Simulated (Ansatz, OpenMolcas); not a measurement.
## A ladder of methods for ZrCl4 (zirconium tetrachloride)

ZrCl4 has 5 atoms, charge 0, and is taken as a singlet. As SMILES, `Cl[Zr](Cl)(Cl)Cl`. The coordinates come from a PBE0-D4/def2-TZVP relaxation.

```xyz
5

Cl   -0.1100   -0.2308    2.3018
Zr    0.0000    0.0000    0.0000
Cl    1.5454   -1.4992   -0.8533
Cl   -2.0817   -0.4301   -0.9193
Cl    0.6463    2.1601   -0.5293
```

Quantity: the HOMO–LUMO gap, in eV. The values are calculated.

```csv
level,kind,program,value (eV),CPU time
HF/def2-SVP (core potential),Hartree–Fock,OpenMolcas,14.04,23 s
SVWN5/def2-SVP (core potential),LDA,Ansatz,4.94,3.5 s
PBE/def2-SVP (core potential),GGA,Ansatz,4.96,5.5 s
r2SCAN/def2-SVP (core potential),meta-GGA,Ansatz,5.44,13 s
B3LYP/def2-SVP (core potential),global hybrid,OpenMolcas,6.64,46 s
M06-2X/def2-SVP (core potential),hybrid meta-GGA,OpenMolcas,?,55 s
r2SCAN0/def2-SVP (core potential),hybrid meta-GGA,Ansatz,?,15 s
wB97M-V/def2-SVP (core potential),range-separated hybrid,Ansatz,11.42,66 s
B2PLYP/def2-SVP (core potential),double hybrid,Ansatz,9.59,12 s
```

(1) Estimate what the levels marked ? give.

Results:

(1) As computed at these levels: M06-2X/def2-SVP (core potential): 9.34 eV; r2SCAN0/def2-SVP (core potential): 7.44 eV. The values span 4.94 to 14.04 eV. Orbital gaps aren't excitation energies, and those of double hybrids come from the SCF part alone; they tend to grow with the share of exact exchange. Times are those of the runs behind each value, whatever else they computed, on shared processors of several kinds: orders of magnitude only.

Zirconium(IV) in ZrCl4 is formally d0, so the frontier orbitals are expected to be chlorine 3p lone-pair combinations at the top of the occupied set and empty zirconium 4d orbitals above them. The gap then has ligand-to-metal charge-transfer character, and its width reflects the stability of the chloride 3p levels and the high energy of the 4d shell, which is raised further by antibonding interaction with the ligands.

The density gradient hardly matters here: LDA and PBE give 4.94 and 4.96 eV, and r2SCAN opens the gap only to 5.44 eV. Among the hybrids, wB97M-V stands out at 11.42 eV, above both M06-2X and B2PLYP, probably because its full long-range exchange separates occupied and empty levels more strongly than a fixed global fraction does. All levels agree on a sizeable gap for the closed-shell singlet, but their spread leaves its magnitude unsettled. With a single small basis set lacking diffuse functions, the convergence of the empty level also remains untested.
